Q: I have computed hyperfine constants for the 4d5/2 level of eight ions with 37 electrons, without their names. Three more rows kept their labels: Nb4+, Tc6+ and Rh8+, with DHF values of A/g of 273.6, 460.6 and 687.2 MHz. Can the eight be named from the numbers?

B-spline many-body code 1, no-pair Dirac-Coulomb: one electron outside a closed [Ar] 3d10 4s2 4p6 core. The constants are from frozen-core Dirac-Hartree-Fock (DHF), then with static RPA core polarisation, then with RPA and Brueckner orbitals (second-order or screened correlation potential). A/g is per unit nuclear g factor, for a uniformly magnetised nucleus. Candidates: Cd11+, Zr3+, Rb, Ru7+, Mo5+, Pd9+, Sr+, Ag10+.

```
row  A/g, DHF (4d5/2) (MHz)  A/g, RPA (4d5/2) (MHz)  A/g, Brueckner RPA (4d5/2) (MHz)  B/Q, DHF (4d5/2) (MHz/barn)  B/Q, RPA (4d5/2) (MHz/barn)  B/Q, Brueckner RPA (4d5/2) (MHz/barn)
  A                   362.4                   228.0                             249.5                          748                          829                                    867
  B                   568.7                   443.3                             468.3                         1170                         1300                                   1340
  C                   957.3                   845.2                             874.9                         1980                         2160                                   2210
  D                   2.407                  -8.652                            -16.56                         4.95                         17.6                                   24.9
  E                    1110                    1002                              1033                         2290                         2490                                   2550
  F                   193.4                   55.10                             71.81                          399                          439                                    471
  G                   53.43                  -48.18                            -44.81                          110                          121                                    146
  H                   816.6                   700.3                             728.4                         1690                         1850                                   1900
```

A: Three sizes carry most of the reasoning. An electron with ⟨r⁻³⟩ = 1 a₀⁻³ gives a magnetic constant of about 95 MHz per unit nuclear g factor and a quadrupole constant of about 235 MHz per barn, before angular factors. For a d5/2 level these become 65 MHz and 134 MHz per barn. The third size is the polarisation of the core, which lowers this level's magnetic constant by 100 to 140 MHz in seven of the eight rows, whatever the direct term is.

A is the magnetic dipole constant, the coefficient of I·J in the level energy, and B is the electric quadrupole constant. A/g is A divided by g = μ/(Iμ_N), and B/Q is B divided by the quadrupole moment, so both describe the electrons only. DHF puts the outer electron in the frozen field of the closed core. RPA lets the core respond, and Brueckner RPA also lets the outer orbital relax in the correlation potential. I would start from DHF, because it measures one thing: how close the d electron comes to the nucleus.

Q: Then DHF gives me two witnesses per row, A and B.

A: It gives one. The electron's orbital motion and spin dipole make a field at the nucleus proportional to ⟨r⁻³⟩, and so does the field gradient of its non-spherical charge. Without relativity,

A/g = k_A · l(l+1)/[j(j+1)] · ⟨r⁻³⟩, with k_A = (μ₀/4π)·2μ_Bμ_N/(h a₀³) = 95.41 MHz,

B/Q = k_B · (2j−1)/(2j+2) · ⟨r⁻³⟩, with k_B = e²·(1 barn)/(4πε₀ h a₀³) = 234.96 MHz per barn.

For l = 2 and j = 5/2 the angular factors are 6/8.75 and 4/7, which give 65.42 and 134.27 per a₀⁻³ and a ratio of 2.052 with nothing fitted. Row E has A/g = 1110 MHz, so ⟨r⁻³⟩ = 1110/65.42 = 16.97 a₀⁻³ and B/Q should be 134.27 × 16.97 = 2278 MHz per barn. The table has 2290.

Every row lies 0.2 to 0.8 % above the model ratio. That is more than the three digits of B account for in most rows, and relativistic corrections to the radial integrals are the natural cause, though their growth with Z is not resolved at this precision. Both columns come from the same orbital, so the agreement says nothing about the quality of that orbital, and the ratio cannot tell one ion from another.

Q: What does tell them apart?

A: The size of ⟨r⁻³⟩. Adding a proton at a fixed number of electrons pulls the 4d orbital in, so the DHF constant should rise with the nuclear charge Z. The three labelled rows obey this. Sorted by DHF A/g the hidden rows run D, G, F, A, B, H, C, E, and with the labelled rows slotted in the smallest step between neighbours is about 16 %, against a rounding below 0.1 %. If the order argument holds, laying this sequence beside the candidates sorted by Z settles everything. I would still want a check that doesn't lean on the list.

A hydrogenic 4d orbital has ⟨r⁻³⟩ = Z_eff³/[n³ l(l+½)(l+1)] = Z_eff³/960. With constant screening, Z_eff = Z − σ, the cube root of A/g would be a straight line in Z of slope (65.42/960)^(1/3) = 0.408. A least-squares line through the three labelled rows has slope 0.583. The effective charge therefore grows faster than the nucleus does: each proton also draws the electron further inside the core, where it is screened less.

For an orbit that penetrates the core, the Fermi–Segrè picture replaces Z_eff³/n³ by Z_i Z_a²/n*³. Here Z_a is the charge seen outside the core, Z_i the charge felt near the nucleus and n* the effective quantum number. Z_i changes slowly and Z_a quickly, which suggests trying the square root. The square roots of the labelled values are 16.54, 21.46 and 26.21, and the least-squares line through them has slope (26.21 − 16.54)/4 = 2.418 and reaches zero at Z = 34.15. The exponent and that zero trade against each other, and n* drifts along the series, so neither number means anything physical. The line is an interpolating device.

Q: Work one row for me.

A: Row E was not in the fit and is the longest extrapolation upward. The square root of 1110 is 33.32, 33.32/2.418 = 13.78, and 34.15 + 13.78 = 47.93. That is cadmium, Z = 48. The same inversion gives 39.90 for F, 42.02 for A, 44.01 for B, 45.96 for H and 46.94 for C, each within 0.10 of an integer on the candidate list.

The cube-root line rounds to the same six integers but bends away at both ends. It puts E at 47.59, only 0.09 from rounding to silver. In terms of the constant itself, the square-root line overshoots the DHF value of E by 1.1 % and the cube-root line by 7.2 %. These misfits exceed the rounding and belong to the models. Rows A and B are interpolated between labelled rows, and F, H, C and E are extrapolated with margin to spare on the better line. I call all six sure.

Q: And D and G?

A: Both lines fail there. The square-root line returns 37.17 for G, which would round to rubidium, and 34.79 for D, which matches no candidate. Only Rb and Sr+ are left, so the failure does not leave the rows open, but the assignment needs another argument.

The DHF constants of G are 22 times those of D for one unit of charge. That is the known collapse of a d orbital. The centrifugal term and the screened attraction together leave a low barrier near the edge of the core. In the neutral atom the electron sees a net charge of one and stays mostly outside the barrier, and a little more charge draws it through. The row with the tiny ⟨r⁻³⟩, 0.037 a₀⁻³, must be the neutral atom. Even that is more than ten times the 1/405 of a hydrogen 3d orbital, the nearest fully screened comparison, so a small inner lobe already supplies most of it.

The B columns give fingerprints that don't depend on this ordering. RPA multiplies B/Q by 3.6 in D and by 1.09 to 1.11 in every other row. An electron outside the core distorts it into a quadrupole shape, and the distorted shells, lying closer to the nucleus, add a field gradient larger than the electron's own. This is Sternheimer antishielding. In absolute terms the addition is alike in the two rows, about 13 MHz per barn in D and 11 in G; the direct term beneath it is what differs. The Brueckner step then raises B/Q by 41 % in D, 21 % in G and 7 % in F. A loosely bound electron outside a soft core is pulled in most by the polarisation it induces. All three signs point to D = Rb and G = Sr+.

Q: I would have sorted by the last A column, since it is the best level of theory. What would have happened?

A: You would have named six rows correctly and swapped D and G, because G is the more negative, −44.81 against −16.56 MHz. The RPA column sets the same trap. If you knew only magnitudes, the RPA values of G and F, 48.18 and 55.10 MHz, would be hard to separate although they have opposite signs. D and G are thus sure on the DHF and B columns and ambiguous on the correlated A columns alone.

The nuclear rms radius also happens to rise along the candidates, but it is an input that follows the mass number of the chosen isotope. It varies by 9.6 % while DHF A/g varies by a factor of 461, and a d electron has almost no density inside the nucleus. I made no use of it.

Q: Show me the labels.

The rows with their labels:

```
species   Z  charge (e)  nuclear rms radius (fm)  A/g, DHF (4d5/2) (MHz)  A/g, RPA (4d5/2) (MHz)  A/g, Brueckner RPA (4d5/2) (MHz)  B/Q, DHF (4d5/2) (MHz/barn)  B/Q, RPA (4d5/2) (MHz/barn)  B/Q, Brueckner RPA (4d5/2) (MHz/barn)
     Rb  37           0                    4.204                   2.407                  -8.652                            -16.56                         4.95                         17.6                                   24.9
    Sr+  38           1                    4.224                   53.43                  -48.18                            -44.81                          110                          121                                    146
   Zr3+  40           3                    4.269                   193.4                   55.10                             71.81                          399                          439                                    471
   Nb4+  41           4                    4.324                   273.6                   135.9                             155.3                          564                          625                                    660
   Mo5+  42           5                    4.409                   362.4                   228.0                             249.5                          748                          829                                    867
   Tc6+  43           6                    4.411                   460.6                   330.5                             353.8                          951                         1050                                   1090
   Ru7+  44           7                    4.481                   568.7                   443.3                             468.3                         1170                         1300                                   1340
   Rh8+  45           8                    4.495                   687.2                   566.4                             593.0                         1420                         1560                                   1610
   Pd9+  46           9                    4.532                   816.6                   700.3                             728.4                         1690                         1850                                   1900
  Ag10+  47          10                    4.545                   957.3                   845.2                             874.9                         1980                         2160                                   2210
  Cd11+  48          11                    4.609                    1110                    1002                              1033                         2290                         2490                                   2550
```

A: D is Rb, G is Sr+, F is Zr3+, A is Mo5+, B is Ru7+, H is Pd9+, C is Ag10+ and E is Cd11+, as assigned. With Z and the ionic charge Z − 37 known, the screening constant can be read row by row from Z_eff = (960⟨r⁻³⟩)^(1/3). It falls from 33.7 in Rb through 28.8 in Sr+ and 25.8 in Zr3+ to about 22.7 in Cd11+. The gain in Z_eff per proton is 5.9 at the first step and sinks steadily to 1.2 at the last, still above the value of one that constant screening would give.

Z_eff depends on which part of the orbital is weighed. The mean radius of this orbital in Cd11+ comes out as 0.957 bohr, and the hydrogenic ⟨r⟩ = 21/Z_eff turns that into about 22, against 25.35 from ⟨r⁻³⟩. The hyperfine constants sample the inner lobe, which is screened less.

The same calculation shows the contraction of the orbital in another property. The scalar polarisability of the 4d5/2 level drops from 504 bohr³ in Rb to 59 in Sr+ and 5.1 in Zr3+. It is an indirect measure: it also depends on the level spacings, and in Zr3+ the core alone supplies 3.0 of the 5.1. The level is an excited one in these ions: it lies 2.39 eV and 1.74 eV above the 5s ground level in Rb and Sr+, while in Zr3+ and Cd11+ it is the upper partner of a 4d3/2 ground level, by 0.157 and 1.19 eV. The orbital label is the same throughout, but Rb in particular is a different kind of orbital and doesn't belong on one curve with the higher ions.

Q: Why is A/g negative at all? Is that a negative nuclear moment leaking through?

A: No, g is divided out. The final constant is a sum of a positive direct term and a negative core term. The RPA shift is −11 MHz in Rb, −102 in Sr+, deepest at −138 in Zr3+ and Nb4+, and back to −108 in Cd11+. Over the same rows the direct term climbs from 2.4 to 1110 MHz. The core wins only in Rb and Sr+, where the shift is 4.6 and 1.9 times the direct term; in Cd11+ it is a 10 % correction.

The standard mechanism is spin polarisation of the core s shells. Exchange acts only between parallel spins, so core s electrons with spin parallel to the d electron are drawn outward towards it. Summed over the s shells, which do not all contribute with the same sign, that leaves an excess of opposite spin at the nucleus, where the Fermi contact interaction is very strong. This term follows the projection of the spin on j, a factor +1/(2l+1) for j = l + ½ and −1/(2l+1) for j = l − ½. It should lower A for d5/2 and raise it equally for d3/2. It makes no field gradient, which fits the absence of any such cancellation in B.

Q: Can that be checked, or is it only an argument?

A: Partly checked. The 4d3/2 constants from the same calculation, compared for six ions from Sr+ to Cd11+, shift upward in all six: by 15 MHz in Sr+, 129 in Tc6+ and 216 in Cd11+. The opposite signs are what spin polarisation requires, and a mere rescaling of ⟨r⁻³⟩ would move both levels the same way, in the ratio +0.43. The equal sizes are not found. The ratio of the 5/2 shift to the 3/2 shift runs from −6.8 in Sr+ through −1.0 in Tc6+ to −0.5 in Cd11+, so a contact term alone is ruled out as the whole effect.

The core also changes the orbital and spin-dipole fields, which makes three unknowns for two data. Suppose those two scale together, by x, beside a contact part c. Then the shifts are 1.6x − c for j = 3/2 and 0.686x + c for j = 5/2, with non-relativistic factors. For Cd11+ the sum is 216.5 − 108.0 = 108.5 = 2.286x, so x = 47.5 and c = −141 MHz. Letting only the orbital field or only the dipolar field change gives −151 or −65 MHz instead. The contact part is negative in all six ions under all three assumptions, but its size, and even whether it grows along the series, depends on the assumption. That it comes from s shells, and acts equally and oppositely on the two levels, is theory's argument and was put into the split; these numbers give only its sign, and that only under the three assumptions.

Relative to its DHF value the 3/2 shift drops from 14 % to 8 % between Nb4+ and Cd11+, and the 5/2 shift from 50 % to 10 %. With a common x, the contact part of the 5/2 shift goes from −124 to −141 MHz between these two ions and the rest from −14 to +33 MHz, so two opposite drifts partly cancel. If only the dipolar field changes, both drifts reverse. The table doesn't strictly decide between these readings, but the dipolar-only one is the least plausible. In Sr+ the two shifts sum to −86.6 MHz, and with a combined dipolar factor of only 0.286 the core would have to change the dipolar field by about four times its direct value, with the opposite sign, while leaving the orbital field untouched.

Q: The Brueckner step lowers A in Rb and raises it everywhere else. Why?

A: Take the ratio of the last two B columns as the measure of how much the orbital contracts, and scale the direct term of A by it. That predicts +1.0 MHz for Rb and +11.0 for Sr+, where the table has −7.9 and +3.4. From Zr3+ on it gets the sign right and falls 3 to 8 MHz short, for instance 14.1 against 16.7 in Zr3+; in the highest ions the three digits of B blur that shortfall by a few MHz.

The misses have a pattern. Contraction moves an ion a little way along its own series. Below Zr3+ a tighter orbital overlaps the core more and deepens the negative core term, and above it the core term shrinks as the orbital tightens. The remainder is negative for Rb and Sr+ and positive afterwards, as that reading requires. The sizes don't fit, though. From Nb4+ to Mo5+ the core term changes by 3.3 MHz while the direct term rises by 88.8 MHz, so a direct gain of 15.3 MHz in Nb4+ should bring a change of about 0.6 MHz, and the remainder is 4.1 MHz. Much of that gap lies in the yardstick. The RPA value of B contains a core part, and if the gain in B is measured against the DHF value instead, the prediction for Nb4+ becomes 17.0 MHz. The 4d3/2 constants point the same way. Their Brueckner shift in Nb4+ is 41.1 MHz, and the common-x split used above then assigns 18.1 of the 19.4 MHz to ⟨r⁻³⟩-type scaling and only about +1 MHz to the contact part. In Sr+ the 3/2 shift is 36.4 MHz, which gives +11.9 MHz of scaling and about −8.5 MHz of contact. Under that split, contraction does deepen the negative term in Sr+, while in the higher ions the Brueckner step is nearly a pure rescaling.

Two cautions apply to these columns. The runs for Tc6+, Ag10+ and Cd11+ warn that some Brueckner orbital departs strongly from its starting form, without saying which. Their 4d5/2 shifts of 23.3, 29.7 and 31.0 MHz sit smoothly among the neighbours, and the assignments rest on DHF values, which the warning doesn't touch. Also, the correlation potential behind the hyperfine columns may be the second-order or the screened one; the removal energy of Cd11+ adds up with the screened shift, but the outputs don't state the choice for these constants. In Cd11+ these shift the level's energy by about 2.3 and 2.1 eV, so my guess is that the choice matters at the level of a tenth of the Brueckner shift.

Q: How far should I trust the final numbers against an experiment?

A: Least where the sign is interesting. As rough recalled values, measured 4d5/2 constants correspond to A/g near −9 MHz for both Rb and Sr+. The calculation has the signs right but is too large by a factor of about two for Rb and five for Sr+. The Sr+ miss of some 36 MHz is about a third of the RPA shift, magnified because the result is a small difference of large terms. Structure radiation and normalisation terms are left out, and these are the first suspects; d-level constants of a neutral atom are rough at this level in any case. The computed gap between Rb and Sr+ in the final A/g is therefore not reliable, and measured values known only this roughly would not separate those two rows.

For the higher ions the same absolute miss, if it carried over, would be half of the final value in Zr3+ and 36/1033, or 3.5 %, in Cd11+. That carry-over is a guess.

Q: Could I guess an ion in between, say Y2+?

A: Its B/Q, yes: an RPA factor near 1.1 and a Brueckner gain between 7 and 21 %. For A/g the square-root line gives a direct term of 138 MHz at Z = 39, and it overshoots on this side, by 3.5 % of the DHF value at Zr3+ and 62 % at Sr+, so the true DHF value should be somewhat lower. The core term should lie between the −102 and −138 MHz of its neighbours. The two nearly cancel, so A/g should be small compared with either part, and this reasoning cannot give its sign. Beyond Cd11+ the guess is easier: the direct term keeps rising a little faster than constant screening allows, and the core correction, already just under a tenth of it in Cd11+, should go on shrinking in proportion.
